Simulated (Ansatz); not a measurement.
CuPd: energy above lowest point as volume scale varies

Free energy against uniform scaling of the volume at fixed shape and fractions; periodic cell, basis, potentials, k mesh and filling as listed. The results are calculated, by Ansatz 0.2.0.

The cell before it is scaled or strained (space group Cmmm, No. 65):
```
CuPd
1.0
      1.5173    -2.1970     0.0000
      1.5173     2.1970     0.0000
      0.0000     0.0000     4.1880
Cu Pd
1 1
Direct
  0.00000 0.00000 0.00000
  0.50000 0.50000 0.50000
```

Settings of every row: functional PBEsol; dispersion none; potentials all-electron LAPW; k mesh 9x9x6; k shift 0x0x0; occupations fermi dirac; smearing width 0.1 eV; spin none.

Limits: coarse k mesh, up to 40 meV an atom off; the cell comes from a prototype or a list of computed structures and needn't be the stable phase.

```csv
row,volume scale,V (Å³/atom),energy above lowest point (meV/atom)
1,0.92,12.844,?
2,0.96,13.402,0
3,1,13.961,19.4
4,1.04,14.519,57.5
5,1.08,15.078,110
```

Question: what energy above lowest point should row 1 give?

Worked fit of energy above lowest point. Take u = (V_r/V)^(2/3) − 1 with V_r = 14.24 Å³ an atom, which is twice the finite (Eulerian) strain; such expansions in the strain, on which the Birch-Murnaghan equation of state is built, carry the rest volume and the bulk modulus. The shown rows have u = 0.04126, 0.01328, -0.01285, -0.0374. Least squares give energy above lowest point = 36.4 − 1452.9 × u + 13807 × u² meV/atom; a straight line predicts inner rows, each left out in turn, worse (root mean square 14 against 0.32 meV/atom). The rows lie off it by 0.0, -0.1, 0.2, -0.1. The withheld row has u = 0.07121, so the fit gives 36.4 − 1452.9 × (0.07121) + 13807 × (0.07121)² = 3.0 meV/atom.

The calculation gave 5.1 meV/atom. The fit lies 2.1 meV/atom (41 % of the value, 1.9 % of the column's range) below it; its largest miss of a shown row is 0.2 meV/atom. This row lies beyond the range of the fit.
